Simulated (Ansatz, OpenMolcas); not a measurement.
## BN (boron nitride): the energy, rung by rung

The species is BN (2 atoms), meant as a triplet with charge 0. SMILES: `B#N`. Geometry: relaxed at GFN2-xTB.

```jsonl
{"atom": "B", "x (Å)": "0.0000", "y (Å)": "0.0000", "z (Å)": "0.0000"}
{"atom": "N", "x (Å)": "0.0000", "y (Å)": "0.0000", "z (Å)": "1.2684"}
```

Quantity: the energy change with the B1–N2 bond stretched from 1.268 to 1.644 Å, in eV. The values are calculated.

```json
{"level": "UHF/3-21G", "kind": "Hartree–Fock", "program": "Ansatz", "value (eV)": "0.26"}
{"level": "USVWN5/3-21G", "kind": "LDA", "program": "Ansatz", "value (eV)": "0.93"}
{"level": "UPBE/3-21G", "kind": "GGA", "program": "Ansatz", "value (eV)": "0.77"}
{"level": "U-r2SCAN/3-21G", "kind": "meta-GGA", "program": "Ansatz", "value (eV)": "0.91"}
{"level": "UBHLYP/3-21G", "kind": "global hybrid", "program": "Ansatz", "value (eV)": "0.90"}
{"level": "UPBE0/3-21G", "kind": "global hybrid", "program": "Ansatz", "value (eV)": "1.03"}
{"level": "UCAM-B3LYP/3-21G", "kind": "range-separated hybrid", "program": "Ansatz", "value (eV)": "1.08"}
{"level": "UMP2/3-21G", "kind": "perturbation theory", "program": "Ansatz", "value (eV)": "1.25"}
{"level": "UCCSD(T)/3-21G", "kind": "coupled cluster or CI", "program": "Ansatz", "value (eV)": "0.94"}
{"level": "FCI/STO-3G", "kind": "exact in the basis", "program": "OpenMolcas", "value (eV)": "1.02"}
```

The first shape isn't each level's own minimum. The values span 0.26 to 1.25 eV. Spin contamination of the reference (⟨S²⟩ at least 0.1 too high) touches UHF/3-21G, UBHLYP/3-21G, UPBE0/3-21G, UCAM-B3LYP/3-21G, UMP2/3-21G, UCCSD(T)/3-21G. The coupled-cluster rows rest on a doubtful reference here (large T1 or Brueckner and Hartree–Fock orbitals at odds), and rows may lie in different states. All rows use very small basis sets, so none should be taken for the real molecule's value.

Stretching the bond costs energy at every level, as expected when σ and π overlap between boron and nitrogen is lost. Hartree–Fock gives by far the smallest cost, 0.26 eV, and MP2 the largest, 1.25 eV. Missing correlation probably explains much of the low Hartree–Fock value: electrons crowded into a short multiple bond gain more from correlation than those in the stretched bond, while spin polarisation can artificially lower the stretched end. MP2 may then overshoot because a low-order correction on such a reference treats the two lengths unevenly.

Exact exchange alone doesn't order the results: PBE0 lies above PBE, yet Hartree–Fock lies below both. The closeness of CCSD(T), 0.94 eV, to full CI, 1.02 eV, is no validation, since the two use different basis sets. The starting bond is also shorter than the known equilibrium length of triplet BN, so part of the stretch probably relieves compression, and the energy change shouldn't be read as a measure of bond strength.
